**Which exact exchange sets the $^{13}$C couplings of a σ radical**

The table holds isotropic $^{13}$C hyperfine couplings, the isotropic g shift and $\langle S^2\rangle$ of the dimethylenecyclobutenyl radical C6H5 from unrestricted DFT in PySCF with five functionals (IGLO-III on C, pcH-1 on H, one PBE0-D3(BJ)/def2-SVP geometry). The program fits straight lines against the long-range share of exact exchange, the short-range share (for CAM-B3LYP its limit at contact, 19%) and $\sqrt{\langle S^2\rangle-0.75}$, and predicts CAM-B3LYP from the four global functionals. For C3 the root-mean-square residuals are 24, 2.0 and 8.8 MHz, and the prediction misses by 86 MHz at 65% but by 1.5 MHz at 19%. For C6, C5 and the g shift the short-range share and polarisation are not separated, and C2 follows none of the three lines. Mulliken spin changes, a two-orbital split of the C3 dipolar tensor and the parts of the g shift from the same runs are also printed.

Calculated values. C6H5 doublet, SMILES C=C1[C]=CC1=C (atoms numbered in this order), in the gas phase. PySCF 2.14.0 with density fitting, unrestricted Kohn–Sham, IGLO-III on C and pcH-1 on H, PBE0-D3(BJ)/def2-SVP geometry. A iso is the isotropic 13C hyperfine coupling; the g shift is from the free-electron value, with mean-field spin-orbit coupling and GIAOs.

## Script

```python
# Table: 13C isotropic hyperfine couplings (MHz), g shift (ppm), <S^2> of the dimethylenecyclobutenyl radical C6H5;
# PySCF UKS, IGLO-III on C, pcH-1 on H, one PBE0-D3(BJ)/def2-SVP geometry, five functionals.
# Tested: A = A0 + k*x with x = long-range exchange, short-range exchange, or sqrt(<S^2> - 0.75).
T = {
    'functional': ['PBE', 'B3LYP', 'BHandHLYP', 'CAM-B3LYP', 'PBE0'],
    'exx': [0, 20, 50, 65, 25],  # %
    'a_C2': [29.6, 32.9, 27.6, 31.7, 27.9],  # MHz
    'a_C3': [363.9, 399.8, 459.2, 399.7, 406.2],  # MHz
    'a_C5': [112.2, 115.8, 123.8, 117.1, 114.3],  # MHz
    'a_C6': [44.8, 41.4, 30.9, 38.7, 39.0],  # MHz
    'g': [-213, -222, -261, -224, -244],  # ppm
    's2': [0.759, 0.762, 0.789, 0.768, 0.771],
}
import numpy as np
from scipy.special import erf
F = T['functional']; ix = {f: i for i, f in enumerate(F)}
p, b, h, c, p0 = (ix[k] for k in ['PBE', 'B3LYP', 'BHandHLYP', 'CAM-B3LYP', 'PBE0'])
K = ['a_C3', 'a_C6', 'a_C5', 'a_C2', 'g', 's2']
N = dict(zip(K, ['A C3 (MHz)', 'A C6 (MHz)', 'A C5 (MHz)', 'A C2 (MHz)', 'g shift (ppm)', '<S^2>']))
Y = {k: np.array(T[k], float) for k in K}
lr = np.array(T['exx'], float); sr = lr.copy(); sr[c] = 19.0  # CAM-B3LYP definition: 0.19 + 0.46 erf(0.33 r12)
lam = np.sqrt(Y['s2'] - 0.75)
X = {'long-range %': lr, 'short-range %': sr, 'sqrt(S2-0.75)': lam}
def fit(cols, y):
    A = np.column_stack([np.ones(len(y))] + cols); q = np.linalg.lstsq(A, y, rcond=None)[0]
    r = y - A @ q
    return q, r, np.sqrt(np.mean(r**2))
j = lambda v, f: ' '.join(f % u for u in v)
print('Row order:', ', '.join(F), '| rounding 0.05 MHz, 0.5 ppm, 0.0005 in <S^2>')
print('CAM-B3LYP exchange % at r12 = 0.2, 0.5, 1, 2, 4 bohr:', j(19 + 46*erf(0.33*np.array([.2, .5, 1, 2, 4])), '%.0f'))
print('sqrt(S2-0.75):', j(lam, '%.3f'), '| correlation with short-range share %.2f' % np.corrcoef(sr, lam)[0, 1])
print('Straight lines on all five rows (residual = table - line)')
R = {}
for k in K[:5]:
    for n, x in X.items():
        q, r, R[k, n] = fit([x], Y[k])
        if k in K[:2]:
            print(' %s vs %s: A0 %.1f k %.3f res %s rms %.1f worst %s' % (N[k], n, q[0], q[1], j(r, '%+.1f'), R[k, n], F[np.argmax(abs(r))]))
    if k not in K[:2]:
        print(' %s rms:' % N[k], ', '.join('%s %.1f' % (n, R[k, n]) for n in X), '| spread about mean %.1f' % Y[k].std())
for k in K[:2]:
    q, r, s = fit([sr, lam], Y[k]); k3 = fit([lam], Y[k])[0][1]
    print(' %s both short-range and sqrt terms: k %.2f, %.0f rms %.1f | <S^2> rounding moves sqrt line up to %.1f' % (N[k], q[1], q[2], s, abs(k3)*0.0005/(2*lam.min())))
print('Line through the four global functionals; CAM-B3LYP left out (range-separated) and predicted')
G = [p, b, h, p0]; E = {}
for k in K[:5]:
    q, r, s = fit([lr[G]], Y[k][G]); E[k] = (Y[k][c] - q[0] - q[1]*sr[c], Y[k][c] - q[0] - q[1]*lr[c])
    print(' %s: k %.3f per %%, rms %.1f; CAM %.1f, miss at 19%% %+.1f, at 65%% %+.1f' % (N[k], q[1], s, Y[k][c], *E[k]))
print('Steps: PBE->PBE0 change; slopes per % (PBE pair, LYP pair); PBE0 off LYP line; apparent CAM share')
S = {}
for k in K:
    y = Y[k]; m = (y[h] - y[b])/(lr[h] - lr[b]); d = y[p0] - y[p]; S[k] = lr[b] + (y[c] - y[b])/m
    print(' %s: %+.3g; %.3g, %.3g; %+.3g; %.1f %%' % (N[k], d, d/(lr[p0] - lr[p]), m, y[p0] - y[b] - m*(lr[p0] - lr[b]), S[k]))
print('A C3 PBE->BHandHLYP %+.1f MHz (%.0f %%); B3LYP->CAM %+.1f MHz while <S^2> %+.3f' % (Y['a_C3'][h] - Y['a_C3'][p], 100*(Y['a_C3'][h]/Y['a_C3'][p] - 1), Y['a_C3'][c] - Y['a_C3'][b], Y['s2'][c] - Y['s2'][b]))
# Further outputs of the same runs: Mulliken spin C1..C6; g parts (mass term, gauge, orbital-Zeeman/spin-orbit); C3 dipolar; geometry
M = {'PBE': [.0095, .0417, .8873, -.0346, .0962, -.0219], 'B3LYP': [.0178, .0370, .9133, -.0556, .1016, -.0345],
     'BHandHLYP': [.0697, -.0156, 1.0255, -.1578, .1535, -.1000], 'CAM-B3LYP': [.0304, .0251, .9484, -.0872, .1150, -.0523],
     'PBE0': [.0304, .0164, .9644, -.0964, .1206, -.0591]}
M = np.array([M[f] for f in F])
for u, v in [(p, p0), (p, h), (b, c)]:
    print('Mulliken spin change C1..C6, %s->%s:' % (F[u], F[v]), j(M[v] - M[u], '%+.3f'))
    assert np.all(np.sign(M[v] - M[u]) == [1, -1, 1, -1, 1, -1])
print('A C3 / Mulliken spin C3 (MHz per e):', j(Y['a_C3']/M[:, 2], '%.0f'))
for f, D in [('B3LYP', (-76.35, -53.49, 129.84)), ('CAM-B3LYP', (-79.15, -50.33, 129.48))]:
    print('C3 dipolar %s, two-p-orbital split: lobe %.1f MHz, second axis %.1f MHz, ratio %.3f' % (f, (D[2] - D[0])/3, (D[1] - D[0])/3, (D[1] - D[0])/(D[2] - D[0])))
P = {'PBE': (-168.5, (14.9, 8.7, -12.4), (-756.5, -45.6, 658.0)), 'B3LYP': (-171.6, (16.6, 8.6, -14.3), (-767.9, -47.4, 653.5)),
     'BHandHLYP': (-171.8, (18.1, 9.4, -17.5), (-837.6, -48.2, 606.6)), 'CAM-B3LYP': (-171.2, (18.6, 9.7, -15.3), (-788.0, -50.0, 667.3)),
     'PBE0': (-168.9, (17.2, 9.6, -13.9), (-809.5, -47.1, 617.2))}
for f in F:
    a, gc, oz = P[f]
    print('g parts %s (ppm): mass %.0f, gauge %.1f, OZ/SO mean %.0f of (%s), sum %.0f' % (f, a, np.mean(gc), np.mean(oz), j(oz, '%+.0f'), a + np.mean(gc) + np.mean(oz)))
C2, C3, C5 = np.array([[.76, -.46, -.18], [.09, -1.72, -.57], [-.64, .05, .03]])
print('C3-C2 %.2f A, C3-C5 %.2f A; A C5 / A C2:' % (np.linalg.norm(C3 - C2), np.linalg.norm(C3 - C5)), j(Y['a_C5']/Y['a_C2'], '%.1f'))
assert Y['a_C3'][p] < Y['a_C3'][b] < Y['a_C3'][p0] < Y['a_C3'][h]
assert abs(E['a_C3'][0]) < 0.1*abs(E['a_C3'][1]) and all(15 < S[k] < 35 for k in K)
assert R['a_C3', 'short-range %'] < R['a_C3', 'sqrt(S2-0.75)'] < R['a_C3', 'long-range %']
```

Printed output:

```
Row order: PBE, B3LYP, BHandHLYP, CAM-B3LYP, PBE0 | rounding 0.05 MHz, 0.5 ppm, 0.0005 in <S^2>
CAM-B3LYP exchange % at r12 = 0.2, 0.5, 1, 2, 4 bohr: 22 27 36 49 62
sqrt(S2-0.75): 0.095 0.110 0.197 0.134 0.145 | correlation with short-range share 0.96
Straight lines on all five rows (residual = table - line)
 A C3 (MHz) vs long-range %: A0 379.4 k 0.825 res -15.5 +3.9 +38.6 -33.3 +6.2 rms 24.0 worst BHandHLYP
 A C3 (MHz) vs short-range %: A0 362.4 k 1.903 res +1.5 -0.6 +1.7 +1.2 -3.7 rms 2.0 worst PBE0
 A C3 (MHz) vs sqrt(S2-0.75): A0 293.0 k 828.218 res -7.6 +16.1 +2.7 -4.4 -6.8 rms 8.8 worst B3LYP
 A C6 (MHz) vs long-range %: A0 43.5 k -0.141 res +1.3 +0.8 -5.5 +4.4 -0.9 rms 3.3 worst BHandHLYP
 A C6 (MHz) vs short-range %: A0 45.3 k -0.278 res -0.5 +1.7 -0.5 -1.3 +0.7 rms 1.0 worst B3LYP
 A C6 (MHz) vs sqrt(S2-0.75): A0 56.4 k -127.823 res +0.6 -1.0 -0.2 -0.5 +1.2 rms 0.8 worst PBE0
 A C5 (MHz) rms: long-range % 2.8, short-range % 1.5, sqrt(S2-0.75) 1.7 | spread about mean 3.9
 A C2 (MHz) rms: long-range % 2.1, short-range % 1.9, sqrt(S2-0.75) 1.6 | spread about mean 2.1
 g shift (ppm) rms: long-range % 15.5, short-range % 6.0, sqrt(S2-0.75) 4.8 | spread about mean 17.4
 A C3 (MHz) both short-range and sqrt terms: k 1.82, 40 rms 2.0 | <S^2> rounding moves sqrt line up to 2.2
 A C6 (MHz) both short-range and sqrt terms: k -0.10, -83 rms 0.6 | <S^2> rounding moves sqrt line up to 0.3
Line through the four global functionals; CAM-B3LYP left out (range-separated) and predicted
 A C3 (MHz): k 1.907 per %, rms 2.2; CAM 399.7, miss at 19% +1.5, at 65% -86.3
 A C6 (MHz): k -0.283 per %, rms 0.9; CAM 38.7, miss at 19% -1.7, at 65% +11.4
 A C5 (MHz): k 0.231 per %, rms 1.5; CAM 117.1, miss at 19% +1.7, at 65% -9.0
 A C2 (MHz): k -0.053 per %, rms 1.9; CAM 31.7, miss at 19% +1.9, at 65% +4.4
 g shift (ppm): k -0.997 per %, rms 6.1; CAM -224.0, miss at 19% +6.3, at 65% +52.1
Steps: PBE->PBE0 change; slopes per % (PBE pair, LYP pair); PBE0 off LYP line; apparent CAM share
 A C3 (MHz): +42.3; 1.69, 1.98; -3.5; 19.9 %
 A C6 (MHz): -5.8; -0.232, -0.35; -0.65; 27.7 %
 A C5 (MHz): +2.1; 0.084, 0.267; -2.83; 24.9 %
 A C2 (MHz): -1.7; -0.068, -0.177; -4.12; 26.8 %
 g shift (ppm): -31; -1.24, -1.3; -15.5; 21.5 %
 <S^2>: +0.012; 0.00048, 0.0009; +0.0045; 26.7 %
A C3 PBE->BHandHLYP +95.3 MHz (26 %); B3LYP->CAM -0.1 MHz while <S^2> +0.006
Mulliken spin change C1..C6, PBE->PBE0: +0.021 -0.025 +0.077 -0.062 +0.024 -0.037
Mulliken spin change C1..C6, PBE->BHandHLYP: +0.060 -0.057 +0.138 -0.123 +0.057 -0.078
Mulliken spin change C1..C6, B3LYP->CAM-B3LYP: +0.013 -0.012 +0.035 -0.032 +0.013 -0.018
A C3 / Mulliken spin C3 (MHz per e): 410 438 448 421 421
C3 dipolar B3LYP, two-p-orbital split: lobe 68.7 MHz, second axis 7.6 MHz, ratio 0.111
C3 dipolar CAM-B3LYP, two-p-orbital split: lobe 69.5 MHz, second axis 9.6 MHz, ratio 0.138
g parts PBE (ppm): mass -168, gauge 3.7, OZ/SO mean -48 of (-756 -46 +658), sum -213
g parts B3LYP (ppm): mass -172, gauge 3.6, OZ/SO mean -54 of (-768 -47 +654), sum -222
g parts BHandHLYP (ppm): mass -172, gauge 3.3, OZ/SO mean -93 of (-838 -48 +607), sum -262
g parts CAM-B3LYP (ppm): mass -171, gauge 4.3, OZ/SO mean -57 of (-788 -50 +667), sum -224
g parts PBE0 (ppm): mass -169, gauge 4.3, OZ/SO mean -80 of (-810 -47 +617), sum -244
C3-C2 1.48 A, C3-C5 2.01 A; A C5 / A C2: 3.8 3.5 4.5 3.7 4.1
```
